Zincblende aluminium nitride has been computed with the density functional PBE and with several other methods. A calculation builds its orbitals from a set of given functions, the basis. SZV is a minimal basis: one function for each valence orbital of the free atom. DZVP has two functions of different extent for each valence orbital, and adds polarization functions of higher angular momentum. How much of the error of the small basis does the larger one leave?

Zincblende AlN by several methods, without spin polarization or spin–orbit coupling. Gaps are for the cell relaxed with r2SCAN (GLLB-SC: with derivative discontinuity), volumes from each method's own relaxation or energy curve, moduli at fixed cell shape. The k mesh is 4×4×4 for PBE coarse-settings, 10×10×10 for PBE and r2SCAN, and 6×6×6 for GLLB-SC and PBE sz-orbitals.

| name | kind | band gap (eV) | volume per atom (Å³) | bulk modulus (GPa) | atoms computed |
| --- | --- | --- | --- | --- | --- |
| PBE coarse-settings | low cutoff and mesh | 3.213 | n/a | n/a | 2 |
| PBE | semilocal | 3.325 | 10.671 | 192.80 | 2 |
| r2SCAN | semilocal | 3.941 | 10.430 | 210.30 | 2 |
| GLLB-SC | model potential | 5.615 | n/a | n/a | 2 |
| PBE sz-orbitals | small basis | 3.886 | n/a | n/a | 2 |
| GFN1-xTB tblite | tight binding | 0.674 | n/a | n/a | 64 |
| GFN2-xTB tblite | tight binding | 2.642 | 10.757 | 157.30 | 64 |
| PM7 | semi-empirical | 8.353 | n/a | n/a | 64 |
| PBE SZV | small basis | 4.192 | 11.330 | 167.70 | 2 |
| PM6 | semi-empirical | 12.702 | n/a | n/a | 64 |
| PBE DZVP | small basis | ? | ? | ? | 2 |

**(a) Which rows show the error of a minimal basis, and why does it have the sign it has?**

*Solution.* The cleanest comparison keeps the functional and changes the basis: PBE SZV against PBE. The minimal basis widens the gap by 0.87 eV, enlarges the volume by 6% and lowers the bulk modulus by 13%. All gaps belong to the same crystal cell, so the wider gap doesn't come from the larger volume.

The other methods change the physical model as well, so they are not steps towards the PBE limit. The two xTB methods, fitted to molecules, give gaps below that of PBE. PM7 and PM6 give gaps far above it, because theirs are orbital gaps of the Hartree–Fock kind, in which an added electron is hardly screened by the others.

For the gap, start from atoms far apart. There a minimal basis made from atomic orbitals describes the filled levels well. In the crystal the filled bands still resemble those orbitals, while the lowest empty band spreads into regions that they describe poorly. With the potential held fixed, adding functions to a basis can only lower each band. The empty band is expected to gain more, but not equally at every wave vector. In the PBE row the gap is indirect: the filled bands peak at the zone centre Γ, the empty band is lowest at the zone-boundary point X, and the direct gap at Γ is 4.18 eV. With the minimal sz-orbitals the empty band is lowest at Γ instead, and the gap of 3.89 eV is direct and narrower than that 4.18 eV. That basis has pushed the X state up past the one at Γ and has not widened the gap at Γ. The SZV gap of 4.192 eV lies close to the direct gap of PBE, which suggests the same switch, though the band edges of that run are not at hand. The shift of 0.87 eV would then compare two different transitions, and the error at X would be at least that large.

For the volume, push the atoms together. Their orbitals ought to change shape, and a minimal basis hardly lets them. The energy is then too high, and more so the closer the atoms are, which shifts the minimum to a larger volume. A stretched crystal is usually a softer one, in line with the lower modulus.

**(b) Predict gap, volume and modulus for PBE DZVP, each with an error bar.**

*Solution.* Two limits frame the answer. If the larger basis cured nothing, it would repeat the SZV values; if it were complete, it would repeat those of PBE. Let $f$ be the share of the SZV error that survives:

$$X_{\text{DZVP}} = X_{\text{PBE}} + f\,(X_{\text{SZV}} - X_{\text{PBE}}),$$

where $X$ is the gap, the volume per atom or the modulus. The second function lets an orbital shrink or swell, and the polarization functions let it lean towards a neighbour. These are the freedoms that the minimal basis lacks, so $f$ should be small. I take $f = 0.2$, which is a judgement and not a fit. For the gap the share is only a rough device, since the SZV and PBE gaps may belong to different transitions.

For the gap this gives

$$3.325 + 0.2\,(4.192 - 3.325) = 3.50\ \text{eV}.$$

The error bar is 0.3 of the SZV shift, or 0.26 eV. It reaches from a basis that leaves half of the error to one that slightly overshoots the PBE value.

The same steps give a volume of 10.80 ± 0.20 Å³ per atom. For the modulus they give 188 ± 10 GPa, with a wider bar of 0.4 of the shift because the computed pressures carry grid noise. The forecast is thus a gap and a volume slightly above those of PBE, and a modulus slightly below.

The modulus can also be estimated from the volume alone. For many solids the modulus $B$ grows with pressure at a rate of about 4, which means that $B$ varies roughly as $V^{-4}$, with $V$ the volume. At the forecast volume this gives 184 GPa, inside the bar. The rule works well for r2SCAN, but for SZV it gives 152 GPa where the calculation gives 168, and for GFN2-xTB 187 GPa where the calculation gives 157, so I keep the first estimate.

**(c) Compare the forecast with the computed values. What do the hits and misses teach?**

The withheld rows as computed:

| name | kind | band gap (eV) | volume per atom (Å³) | bulk modulus (GPa) | atoms computed |
| --- | --- | --- | --- | --- | --- |
| PBE DZVP | small basis | 3.319 | 10.646 | 188.40 | 2 |

*Solution.* All three values lie within their error bars, but the forecast was too pessimistic about the basis. The predicted gap is 0.18 eV too wide and the predicted volume 0.16 Å³ per atom too large. Both computed values fall just below those of PBE, not slightly above as predicted. The modulus is indeed slightly below that of PBE, and the forecast misses it by less than 1 GPa.

The offsets in gap and volume have one origin: the share $f$ was set too high. A gap equal to the indirect one of PBE suggests that the larger basis has brought the X state back down. For gap and volume, hardly anything of the SZV shift survives in the larger basis. The limit of a complete basis would have been the better guess for both. Which of the two additions does the work, the second function or the polarization, can't be told from this comparison, since they arrive together.

The good modulus is weaker support for the model than it looks. If a fifth of the basis error had really survived, gap and volume should have shown it too. Nor does the volume explain the modulus: the crystal is slightly smaller than with PBE, which by the $V^{-4}$ rule would make it slightly stiffer, at 195 GPa instead of the computed 188. Grid noise in the pressure may account for a difference of this size, but that is a guess.

A caution applies to the size of the SZV shift itself. The calculations in the table don't all use the same mesh of k points, the sample of electron waves over which the crystal is averaged. For the gap this is unlikely to matter much: the coarsest mesh together with a low cutoff moves the PBE gap by only 0.11 eV, and downwards, and the DZVP gap lands on that of PBE.

Agreement with PBE shows that the basis is good enough for PBE, not that the gap is right, for PBE is known to make gaps too small. A poor basis can hide this. PBE with the minimal sz-orbitals gives 3.89 eV, close to the 3.94 eV of r2SCAN, a more elaborate functional. The two are not even the same transition: the first is direct at Γ, because the poor basis has lifted the X state, while the second still runs from Γ to X and is wider because the functional differs. Before a wider gap is credited to a method, the same functional should be run in a larger basis. The printed analysis below lists the differences from PBE and the forecasts.

The analysis program printed:

```
Differences from PBE and modulus expected from volume alone:
                  row  gap less PBE (eV)  volume against PBE (%)  modulus against PBE (%)  PBE modulus scaled to this volume (GPa)
  PBE coarse-settings             -0.112                     n/a                      n/a                                      n/a
                  PBE                  0                       0                        0                                    192.8
               r2SCAN              0.616                  -2.258                    9.077                                    211.2
              GLLB-SC               2.29                     n/a                      n/a                                      n/a
      PBE sz-orbitals              0.561                     n/a                      n/a                                      n/a
      GFN1-xTB tblite             -2.651                     n/a                      n/a                                      n/a
      GFN2-xTB tblite             -0.683                  0.8059                   -18.41                                    186.7
                  PM7              5.028                     n/a                      n/a                                      n/a
              PBE SZV              0.867                   6.176                   -13.02                                    151.7
                  PM6              9.377                     n/a                      n/a                                      n/a
             PBE DZVP             -0.006                 -0.2343                   -2.282                                    194.6
SZV volume less PBE volume (A^3 per atom): 0.659
SZV modulus less PBE modulus (GPa): -25.1
Forecast gap of PBE DZVP (eV): 3.498
Error bar of the gap forecast (eV): 0.2601
Computed gap of PBE DZVP (eV): 3.319
Gap forecast less computed (eV): 0.1794
Forecast volume of PBE DZVP (A^3 per atom): 10.8
Error bar of the volume forecast (A^3 per atom): 0.1977
Computed volume of PBE DZVP (A^3 per atom): 10.65
Volume forecast less computed (A^3 per atom): 0.1568
Forecast modulus of PBE DZVP (GPa): 187.8
Error bar of the modulus forecast (GPa): 10.04
Rival modulus estimate from the forecast volume alone (GPa): 183.6
Computed modulus of PBE DZVP (GPa): 188.4
Modulus forecast less computed (GPa): -0.62
Share of the SZV gap shift that remains with DZVP: -0.00692
Share of the SZV volume shift that remains with DZVP: -0.03794
Share of the SZV modulus shift that remains with DZVP: 0.1753
```
